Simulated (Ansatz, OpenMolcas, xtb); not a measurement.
How methods differ on B2NH5 (SMILES BNB)

The species is B2NH5 (8 atoms), meant as a singlet with charge 0. SMILES: `BNB`. The coordinates come from a PBE0-D4/def2-TZVP relaxation.

Quantity: the HOMO–LUMO gap, in eV. The values are calculated.

```json
{"level": "GFN1-xTB", "kind": "semi-empirical", "program": "xtb", "value (eV)": "4.73", "CPU time": "under 2 s"}
{"level": "HF/aug-cc-pVDZ", "kind": "Hartree–Fock", "program": "Ansatz", "value (eV)": "13.68", "CPU time": "3.8 s"}
{"level": "SVWN5/aug-cc-pVDZ", "kind": "LDA", "program": "Ansatz", "value (eV)": "5.03", "CPU time": "5.4 s"}
{"level": "revPBE/aug-cc-pVDZ", "kind": "GGA", "program": "OpenMolcas", "value (eV)": "5.41", "CPU time": "54 s"}
{"level": "TPSS/aug-cc-pVDZ", "kind": "meta-GGA", "program": "OpenMolcas", "value (eV)": "5.84", "CPU time": "71 s"}
{"level": "PBE0/aug-cc-pVDZ", "kind": "global hybrid", "program": "OpenMolcas", "value (eV)": "7.78", "CPU time": "47 s"}
{"level": "wB97M-V/aug-cc-pVDZ", "kind": "range-separated hybrid", "program": "Ansatz", "value (eV)": "11.95", "CPU time": "72 s"}
{"level": "B2PLYP/aug-cc-pVDZ", "kind": "double hybrid", "program": "Ansatz", "value (eV)": "10.51", "CPU time": "12 s"}
```

The values span 4.73 to 13.68 eV. Orbital gaps aren't excitation energies, and those of double hybrids come from the SCF part alone; they tend to grow with the share of exact exchange. CPU times are rough (shared hosts, several kinds of processor and program).

The three semilocal functionals lie close together, from 5.03 to 5.84 eV, while the large jumps come with nonlocal exchange. In Hartree–Fock an empty orbital feels the field of all the electrons, whereas an occupied one is freed from its own repulsion, so the two levels are pushed apart. A local Kohn–Sham potential acts alike on both and lacks the derivative discontinuity that separates its gap from the fundamental one.

wB97M-V lies above B2PLYP, although B2PLYp has more exact exchange at short range, which points to the long-range part as decisive: full exchange there gives the potential its correct decay and brings the frontier levels nearer to electron removal and attachment energies.

In a planar B–N–B skeleton, the nitrogen lone pair donates into the empty boron p orbitals, and the LUMO is probably their out-of-phase combination, with a node at nitrogen. Without ionisation and attachment energies for comparison, the spread doesn't show which method comes closest to the fundamental gap.
